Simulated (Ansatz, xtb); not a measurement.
Relative energy of two isomers of C2H4BFZn

Structure a: `C=[C]([ZnH])BF`, a singlet. Structure b: `FB/C=[CH]\[ZnH]`, a singlet. Both are isolated molecules in the gas phase, relaxed with PBE0-D3(BJ)/def2-SVP; the shapes shown needn't be the lowest conformers.

a (Å):

```yaml
atoms:
  - { symbol: C, position_ang: [-2.1810, -0.2968, 1.2367] }
  - { symbol: C, position_ang: [-1.1361, 0.3714, 0.7028] }
  - { symbol: B, position_ang: [-1.2323, 1.9122, 0.7579] }
  - { symbol: F, position_ang: [-0.2519, 2.6636, 0.2560] }
  - { symbol: Zn, position_ang: [0.4138, -0.4953, -0.0966] }
  - { symbol: H, position_ang: [-2.2593, -1.3923, 1.2723] }
  - { symbol: H, position_ang: [-3.0383, 0.2345, 1.6789] }
  - { symbol: H, position_ang: [1.6406, -1.1924, -0.7293] }
  - { symbol: H, position_ang: [-2.1729, 2.5089, 1.2441] }
```

b (Å):

```xyz
9

C     1.1492    0.0015    0.8419
C     1.6314    0.3851   -0.3668
B     0.9676    1.0577    1.9478
F     1.3044    2.3317    1.6467
Zn    2.0909    2.2643   -0.6990
H     0.5540    0.8810    3.0693
H     0.8898   -1.0491    1.0355
H     1.7478   -0.3978   -1.1324
H     2.4946    3.6979   -1.1081
```

Energies in hartree; the thermal terms are from PBE0-D3(BJ)/def2-SVP harmonic frequencies (ideal gas, rigid rotor, one conformer each, 400 K, 1 atm) and include the zero-point energy:

```
                               a            b
E, CCSD(T)/def2-SVP  −1980.541503  −1980.543390
    E, MP2/def2-SVP  −1980.505242  −1980.506501
  E, MP2/def2-TZVPP  −1981.593290  −1981.591550
  zero-point energy      0.053819      0.054035
       H(400 K) − E      0.065518      0.065384
       G(400 K) − E      0.008387      0.009855
```

Task: Correct the CCSD(T) difference for the basis set by the MP2 change, then work out ΔE, ΔE₀, ΔH and ΔG for a → b in kcal/mol (1 Eh = 627.51 kcal/mol) and the equilibrium ratio [b]/[a].

Result: 1. Differences b − a: CCSD(T) −0.001887, MP2 in the small set −0.001259, MP2 in the large set +0.001740 Eh.
2. ΔE = −0.001887 + (+0.001740 − (−0.001259)) = +0.001112 Eh = +0.70 kcal/mol.
3. ΔE₀ = ΔE + ΔZPE = +0.001112 + (+0.000216) Eh = +0.83 kcal/mol.
4. ΔH = ΔE + (−0.000134) Eh = +0.61 kcal/mol.
5. ΔG = ΔE + (+0.001468) Eh = +1.62 kcal/mol, so ΔS = (ΔH − ΔG)/T = −10.5 J/(mol K).
6. kT = 1.2667 mEh, so K = [b]/[a] = exp(−ΔG/kT) = exp(−2.04) ≈ 0.13.

The sums favour a, but ΔE leans on the basis-set step (CCSD(T) alone has the other sign or is under 1 kcal/mol), so the order isn't settled. An error of 1 kcal/mol in ΔG would change K by a factor of 3.5. Mirror images and further conformers aren't counted.

As drawn, both hold the same kinds of bond in the same numbers.

Other levels gave ΔE = −1.0 (PBE0-D3(BJ)/def2-SVP); −1.3 (HF/def2-SVP); −0.8 (MP2/def2-SVP); −1.2 (CCSD(T)/def2-SVP) kcal/mol. The correlated steps freeze 9 core orbitals; the last core shell of Zn is correlated, in a basis made for valence electrons. Programs: Ansatz 0.2.0.

The two isomers are nearly degenerate because moving ZnH from the boron-bearing carbon to the neighbouring one leaves the main electronic features intact: in both, the vacant boron p orbital can accept density from the C=C π bond and from the fluorine lone pairs. What sets b apart is its cis geometry, which turns fluorine towards zinc. Their separation is too long for a normal Zn–F bond but fits a weak donor contact closing a five-membered ring, whereas in a the two atoms are well apart.

This contact probably offsets some of the cost of separating the metal and boryl groups, and by stiffening the skeleton it would also account for the negative ΔS, which supplies more than half of the free-energy preference for a. It also suggests why the small basis favours b: fluorine and zinc can borrow each other's functions at close range, an artificial stabilisation that shrinks in the larger set. The trans isomer of b, where this contact is impossible, would be needed to separate its contribution from the intrinsic preference for geminal or vicinal substitution.
